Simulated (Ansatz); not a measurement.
## Nb: pressure and energy change per atom as volume scale varies

All results are calculated (Ansatz 0.2.0). Plane-wave DFT, scalar-relativistic PAW made under PBE with cores redone for the functional, no dispersion; the given relaxed cell is scaled uniformly, energy at zero smearing counts from the unscaled cell, pressure at the given Fermi-Dirac smearing is positive in compression.

The cell before it is scaled or strained (space group Pm-3m, No. 221):
```
CELL_PARAMETERS angstrom
2.68620 0.00000 0.00000
0.00000 2.68620 0.00000
0.00000 0.00000 2.68620
ATOMIC_POSITIONS crystal
Nb 0.00000 0.00000 0.00000
```

Settings of every row: spin polarised no; functional PBEsol; wave cutoff 420 eV; smearing width 0.1 eV; k mesh 13x13x13.

Atom starting moment: 0 on all atoms.

Limits: the cell comes from a prototype or a list of computed structures and needn't be the stable phase.

| row | volume scale | V (Å³/atom) | pressure (GPa) | energy change per atom (meV) |
| --- | --- | --- | --- | --- |
| 1 | 0.88 | 17.057 | 22.9 | 145.12 |
| 2 | 0.92 | 17.832 | 13.51 | 57.74 |
| 3 | 0.96 | 18.607 | 5.84 | 11.88 |
| 4 | 1.04 | 20.158 | ? | ? |
| 5 | 1.08 | 20.933 | -9.77 | 54.62 |
| 6 | 1.12 | 21.709 | -13.2 | 111.88 |

Question: what pressure and energy change per atom should row 4 give?

Worked fit of pressure. Take u = (V_r/V)^(2/3) − 1 with V_r = 18.607 Å³ an atom, which is twice the finite (Eulerian) strain; such expansions in the strain, on which the Birch-Murnaghan equation of state is built, carry the rest volume and the bulk modulus. The shown rows have u = 0.0597, 0.02877, 0, -0.07552, -0.09769. Least squares give pressure = 5.844 + 250.93 × u + 576.6 × u² GPa; a straight line predicts inner rows, each left out in turn, worse (root mean square 1.5 against 0.055 GPa). The rows lie off it by 0.02, -0.03, 0.00, 0.05, -0.03 (root mean square 0.031 GPa). The pressure vanishes at u = -0.0247, or V = 19.32 Å³ an atom, and there the bulk modulus at fixed shape and fractions is B = −V dP/dV = (2/3)(1 + u) dP/du = 145 GPa. The withheld row has u = -0.05198, so the fit gives 5.844 + 250.93 × (-0.05198) + 576.6 × (-0.05198)² = -5.64 GPa.

The calculation gave -5.57 GPa. The fit lies 0.07 GPa (1.3 % of the value, 0.19 % of the column's range) below it; its largest miss of a shown row is 0.05 GPa.

Worked fit of energy change per atom. Take u = (V_r/V)^(2/3) − 1 with V_r = 18.607 Å³ an atom, which is twice the finite (Eulerian) strain; such expansions in the strain, on which the Birch-Murnaghan equation of state is built, carry the rest volume and the bulk modulus. The shown rows have u = 0.0597, 0.02877, 0, -0.07552, -0.09769. Least squares give energy change per atom = 11.917 + 996.72 × u + 20679.6 × u² meV; a straight line predicts inner rows, each left out in turn, worse (root mean square 54 against 0.071 meV). The rows lie off it by -0.01, 0.03, -0.04, 0.03, -0.02. Its lowest point lies at u = -0.0241, or V = 19.3 Å³ an atom, and the curvature there gives the bulk modulus at fixed shape and fractions, B = (4/9)(1 + u)² E″(u)/V = 145 GPa. The withheld row has u = -0.05198, so the fit gives 11.917 + 996.72 × (-0.05198) + 20679.6 × (-0.05198)² = 15.98 meV.

The calculation gave 15.94 meV. The fit lies 0.04 meV (0.03 % of the column's range) above it; its largest miss of a shown row is 0.04 meV.
